The most compressed cell, at 14.197 Å³ per atom, looks wrong. Pushing tungsten atoms together should spread their electronic levels over a wider range of energy and leave fewer of them near the Fermi level, the energy up to which levels are filled. The smearing entropy term should then be the smallest of the series in magnitude. Instead it is −3.84 meV/atom, larger in magnitude than in any of the next five rows.

Single-point calculations of bcc tungsten (one-atom cell) at several volumes with Ansatz 0.2.0, using scalar-relativistic PBE with plane waves and PAW, without spin polarization. The plane-wave cutoff is 420 eV, the k mesh 18×18×18 and the Gaussian smearing width 0.1 eV. The smearing entropy term is given as −TS.

```csv
volume (Å³/atom),shortest distance (Å),smearing entropy term (meV/atom)
14.197,2.642,-3.840
15.062,2.695,-3.490
15.165,2.701,-3.430
15.559,2.724,-3.380
15.848,2.741,-3.450
16.194,2.761,-3.570
17.101,2.811,-4.060
17.477,2.832,-4.270
17.847,2.851,-4.400
18.203,2.870,-4.440
18.428,2.882,-4.430
18.605,2.891,-4.410
```

**What the term counts**

In a metal, some levels lie so close to the Fermi level that a tiny shift would fill or empty them. The calculation softens this switch by giving such levels fractional occupations, and the smearing entropy term is the bookkeeping entry for that softening. Only levels within roughly the smearing width of the Fermi level contribute. The term therefore measures how densely levels are packed there, and it is not the heat-related entropy of a real piece of tungsten.

A half-filled chain of identical atoms with one orbital each shows what expansion should do. When the atoms move apart, their orbitals overlap less and the band of levels narrows. The same number of levels then fits into a smaller range of energy, so the density at the middle rises in inverse proportion to the band width. The comparison holds for tungsten only as long as its bands keep their shape, and tungsten has several overlapping s and d bands that can shift against each other.

In symbols, the magnitude of the term is proportional to $w^2 D$, where $w$ is the fixed smearing width and $D$ the density of levels at the Fermi level. If the bands keep their shape, $D \propto 1/W$, with $W$ a measure of their width. The same runs offer a stand-in for $W$: the energy range over which the seventh and eighth bands overlap. It shrinks at every step of expansion, so narrowing alone asks for a steady rise down the whole table.

**From 14.197 to 15.559 Å³: the fall**

The estimate starts from the row nearest zero pressure, at 16.194 Å³, where the magnitude is 3.57 meV/atom. The band overlap is 6.211 eV there and 7.449 eV in the most compressed cell. Narrowing alone therefore predicts

$$3.57 \times \frac{6.211}{7.449} \approx 2.98\ \text{meV/atom}$$

for the first row, which played no part in setting the scale. The calculation gives 0.86 meV/atom more than that, by far the largest departure in the series.

Spreading the levels apart should never make the term larger, on a coarse mesh or a fine one, because it moves them away from the Fermi level. Yet the magnitude grows at every step from 15.559 Å³ down to the first row. Some bands are therefore expected to have shifted against others, which changes the shape of the whole. In bcc tungsten the Fermi level lies in a valley of the density of levels, between mainly bonding and mainly antibonding d states. A modest shift of bands against each other can change the density there noticeably. Spin-orbit coupling also alters the bands in this region of real tungsten, but these runs leave it out, so it cannot be behind the excess.

The way the calculation samples the electron waves may exaggerate the effect of such a shift. It evaluates the bands on a finite mesh of wave vectors, and symmetry ties most of these points into sets of 48 that share the same energies. One such set makes up 48 of the $18^3$ points. If one of its levels lies exactly at the Fermi level, it contributes 0.46 or 0.66 meV/atom, depending on which of two common definitions of the Gaussian width the program uses; the outputs do not say which.

This is the natural grain of the quantity. The whole term is worth only about five to ten such full contributions, and the excess in the first row is worth between one and two. In practice the contributions are more numerous and smaller, because levels away from the Fermi level count only in part and points of special symmetry belong to smaller sets. Even so, if the shift carries just a few levels into the window, they could account for much of the excess. A denser mesh, used both for this cell and for the one that sets the scale, would help to show how much: the part due to sampling should change markedly, while the part due to the true density of levels should persist.

**From 15.559 to 16.194 Å³: the turn**

The magnitude passes through its minimum of 3.38 meV/atom and starts to rise. Over these three rows narrowing alone follows the computed values closely. That is weaker support than it looks, because one of the three rows set the scale and the whole rise here is smaller than one grain. Nor is the minimum the equilibrium volume of the metal: that cell is still under a pressure of about 12 GPa. In this comparison it is the place where the excess of the compressed cells has faded and the rise expected from narrowing takes over.

**From 16.194 to 18.203 Å³: the rise**

Here the term behaves as the chain suggests. Between the minimum and the maximum its magnitude grows by 31%, where narrowing alone would give 25%. The direction and the rough size are therefore what weaker overlap between d orbitals should produce. The computed values run somewhat above the estimate, by at most 0.30 meV/atom, which is less than one grain.

The smoothness of this stretch should not be mistaken for precision. As the cell expands, each level moves gradually relative to the Fermi level, and its contribution swells and fades gradually too. Poor sampling can therefore show up as a gentle wave along the series rather than as scatter from row to row. The rise amounts to about two grains, so the mesh could have altered its size appreciably.

**From 18.203 to 18.605 Å³: the levelling off**

The last three rows stop rising, although the bands go on narrowing. The magnitude slips by only 0.03 meV/atom, a small fraction of one grain. This last turn is best read as a plateau. Some shift between the bands presumably offsets the narrowing, but these data do not show which. Over the full range the term ends 15% above its starting magnitude, whereas narrowing alone would give 46%; most of that gap comes from the high first row.

For someone who needs pressures from such runs, the uneven course of the term itself does little harm. Half of the term separates the computed free energy from its estimate at zero smearing. Between the minimum and the maximum, its change with volume shifts the pressure by about 0.03 GPa on average, while the pressures themselves reach tens of GPa at both ends of the series. The full comparison with band narrowing is in the output below.

Output of the analysis:

```
Term against band narrowing alone:
     row  magnitude_meV  band_overlap_eV  narrowing_alone_meV  excess_meV
  14.197           3.84            7.449                2.977      0.8634
  15.062           3.49            6.868                3.228      0.2618
  15.165           3.43            6.804                3.258      0.1716
  15.559           3.38            6.567                3.376     0.00379
  15.848           3.45            6.401                3.464    -0.01375
  16.194           3.57            6.211                 3.57           0
  17.101           4.06            5.751                3.856      0.2045
  17.477           4.27            5.575                3.977      0.2928
  17.847            4.4             5.41                4.098      0.3015
  18.203           4.44            5.258                4.217      0.2233
  18.428           4.43            5.165                4.292      0.1375
  18.605           4.41            5.094                4.352     0.05774
Fall of the magnitude from the first row to the minimum (meV/atom): 0.46
Rise of the magnitude from minimum to maximum (meV/atom): 1.06
Rise from minimum to maximum (percent): 31.36
Rise over the same rows expected from narrowing alone (percent): 24.89
Slip from the maximum to the last row (meV/atom): 0.03
Change of magnitude from first to last row (percent): 14.84
Change from first to last row expected from narrowing alone (percent): 46.22
Largest excess over narrowing, first row (meV/atom): 0.8634
Largest departure from narrowing in all other rows (meV/atom): 0.3015
One k-point set at the Fermi level, width as in exp(-(E/w)^2) (meV/atom): 0.4644
One k-point set at the Fermi level, width as standard deviation (meV/atom): 0.6567
Smallest term in units of one set, first convention: 7.279
Largest term in units of one set, first convention: 9.562
Smallest term in units of one set, second convention: 5.147
Largest term in units of one set, second convention: 6.761
First-row excess in units of one set, first convention: 1.859
First-row excess in units of one set, second convention: 1.315
Mean pressure shift from half the term, minimum to maximum (GPa): 0.03212
```
